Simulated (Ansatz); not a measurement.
# Correcting a cheap level on molecular compounds of Si

The vertical ionisation energy (cation less neutral) in eV of 8 molecular compounds of Si: x at r2SCAN-D4/def2-TZVPP, y at CCSD(T)/def2-TZVPP. Shapes, held fixed at every level: PBE0-D4/def2-TZVP. Flexible molecules stand in one conformer, not always the lowest. Programs: Ansatz 0.2.0.

```
                               molecule  x (eV)  y (eV)
Si3NH6Br (SMILES [SiH3]N([SiH3])[Si]Br)    8.90    9.12
                            Si(NH2)(OH)    8.96    9.21
             CH3ClSSi (SMILES CS[Si]Cl)    8.98    9.20
     C4H9ClOSi (SMILES CC(C)(C)O[Si]Cl)    9.08    9.34
          Si2H4O2 (SMILES O[Si]O[SiH3])    9.25    9.56
                                Si(OH)2    9.36    9.64
                               Si(OH)Cl    9.78       ?
               CH3FOSi (SMILES CO[Si]F)    9.81   10.08
```

**Question.** Fit y = c + s·x to the known rows and predict y for Si(OH)Cl.

**Answer.** 
1. Means of the 7 rows: x = 9.1914, y = 9.450.
2. Σ(Δx)² = 0.61009, Σ(Δx·Δy) = 0.645, so the slope is 0.645/0.61009 = 1.0572.
3. Intercept: 9.450 − (1.0572) × 9.1914 = -0.267. The largest residual of the fit is 0.048.
4. Si(OH)Cl: -0.267 + 1.0572 × 9.78 = 10.07 eV.

CCSD(T)/def2-TZVPP gives 10.02 eV, so the prediction is off by +0.05 eV, about the largest residual. Uncorrected, r2SCAN-D4/def2-TZVPP misses it by -0.24 eV, and the other rows by 0.26 on average. The line overshoots: the miss goes from -0.24 to +0.05. Left out in turn, the other rows are missed by 0.04 eV on average, so much of the error is systematic among these molecules. Cations run unrestricted. Relativity is left out for Br. Outer-core shells of Br are correlated, in sets that cover them unevenly.

All eight molecules are silylenes, with divalent silicon, and this probably explains why one correction serves them so well. In each, the electron most likely leaves the s-rich lone pair on silicon, so r2SCAN-D4 errs by a similar amount and always on the low side. The substituents mainly shift the level of that lone pair. Replacing NH2 in Si(NH2)(OH) by the more electronegative OH raises the CCSD(T) value from 9.21 to 9.64 eV, and Cl in its place raises it further, to 10.02 eV. Conversely, the bulky alkyl group of C4H9ClOSi lowers it to 9.34 eV relative to Si(OH)Cl, as expected for a polarisable group that stabilises the cation.

The slope of 1.0572 carries little meaning of its own: simply adding the mean offset of 0.26 eV would bring Si(OH)Cl slightly closer to the reference than the line does. Nothing here shows that the correction carries over to tetravalent silanes, where ionisation empties σ bonds or substituent lone pairs instead.
